Dear colleague,

the null of your Kelvin probe and the size of its signal both follow from a model with one variable, the number n of electrons moved from the aluminium to the gold.

Conventions. W_p and W_s are the work functions of the facing probe and sample surfaces, e > 0, V is the bias on the probe with the sample grounded, Q the probe charge and I = dQ/dt. The outer potential ψ is taken beyond the image-force range but close compared with the size of the face.

The model. Carrying one electron from the Fermi level of uncharged Al to that of uncharged Au costs W_s − W_p. Passing it through the source from the negative to the positive terminal stores eV there, and the plates store n²e²/2C. So

G(n) = n²e²/2C − n(W_p − W_s) + neV.

Setting dG/dn = 0 gives n = C(W_p − W_s − eV)/e², hence

Q = −ne = C(V − V_cpd), V_cpd = (W_p − W_s)/e.

Q/C is ψ_p − ψ_s. At V = 0 the minimum condition says that the Fermi levels are equal, and |ψ_p − ψ_s| = |W_p − W_s|/e. This matches the general argument, which uses no geometry: −eψ = μ + W outside each face and μ_p − μ_s = −eV give ψ_p − ψ_s = V − V_cpd. With the compiled values 5.33 eV for Au(111) (Patra 2017) and 4.31 eV for Al(100) (Tran 2019), V_cpd = +1.02 V, and the shorted gold is negative.

The vibration. For parallel plates with gap d0(1 + m sin θ), θ = ωt, 0 < m < 1, C = C0/(1 + m sin θ) with C0 = ε0A/d0. While n follows its minimum,

I = (V − V_cpd) dC/dt = −(V − V_cpd) ωC0 m cos θ/(1 + m sin θ)².

Put φ = θ − π/2, s = √(1 − m²) and r = (1 − s)/m. Then m = 2r/(1 + r²), s = (1 − r²)/(1 + r²), and 1 + m cos φ = |1 + r exp(iφ)|²/(1 + r²). Expanding 1/(1 + r exp(iφ)) and its conjugate as geometric series and multiplying, the coefficient of exp(ikφ) is (−r)^|k|/(1 − r²). Therefore

C/C0 = (1/s)[1 + 2 Σ_{k≥1} (−r)^k cos kφ].

The k = 1 term is −(2r/s) sin θ, so the fundamental of the current is

I_1(t) = −(2r/s) ωC0 (V − V_cpd) cos ωt,

of amplitude 2rωC0|V − V_cpd|/√(1 − m²), and harmonic k has k r^(k−1) times that amplitude. All harmonics vanish at V = V_cpd and change sign there. For small m, 2r/s = m + 3m³/4 + …

Numbers. I assume a disc of radius a = 1.0 mm with a co-moving gold guard ring, d0 = 0.10 mm, 230 Hz and m = 3/5, so the gap swings between 40 and 160 µm. This m makes everything rational: s = 4/5, r = 1/3, 2r/s = 5/6. Then C0 = 0.278 pF, ω = 1445 s⁻¹, ωC0 = 402 pA/V, and the lock-in amplitude rises by 335 pA per volt away from the null. At V = 0 the model's amplitudes are

k = 1: 342 pA
k = 2: 228 pA (ratio 2/3)
k = 3: 114 pA (ratio 1/3)
k = 4: 51 pA (ratio 4/27)

The linear formula mωC0V_cpd gives 246 pA, 28 % too low. As a test of the series, take θ = 0, where the closed expression gives I = mωC0V_cpd. Only odd harmonics contribute there, and in units of ωC0V_cpd they read 0.833 − 0.278 + 0.051 − 0.008 + …, which sums to (2/s) r(1 − r²)/(1 + r²)² = 0.600 = m.

What the model drops. At gap d0, n = 1.77 × 10⁶, or 5.6 × 10⁷ cm⁻² against a typical 10¹⁵ surface atoms per cm², so W is untouched. One electron is worth e/C0 = 0.58 µV, so n is continuous. The charge centroid lies a typical 0.1 nm or so off each surface, 10⁻⁶ of the gap. An assumed input resistance R of 1 kΩ gives ωRC0 = 4.0 × 10⁻⁷, so n does follow. Junctions in the wiring cancel at uniform temperature.

The edge matters more. Without the guard, at distances ρ from the rim with d ≪ ρ ≪ a (d the momentary gap), field lines run in half circles from the back of a thin disc to the sample, with field (V − V_cpd)/πρ. Integrating ε0 times this over ρ from d to a, along the rim 2πa, adds 2ε0a ln(a/d) to C, up to a constant. The fundamental of ln(1 + m sin θ) is 2r sin θ, so the edge adds in phase the fraction x = 2s·d0/πa = 0.051, and the model's fundamental becomes about 0.36 nA. If these lines join the same two surfaces, the null stays put, as it does for any C(t). If they ended on a grounded wall of work function W_w with the same modulated weight, the null would move by x(W_s − W_w)/[(1 + x)e], which is 15 mV for an assumed 0.3 eV difference and changes with d0. A null that drifts with spacing is the symptom.

The 1.02 V presumes a clean Au(111) face. Gold that has been in air typically lies near 4.8 eV, which over clean Al(100) gives about 0.5 V, so for such a tip the model's contact potential and zero-bias currents are high by a factor of about 2. The probe returns only a difference, so W_p has to be calibrated in the same vacuum.

With best regards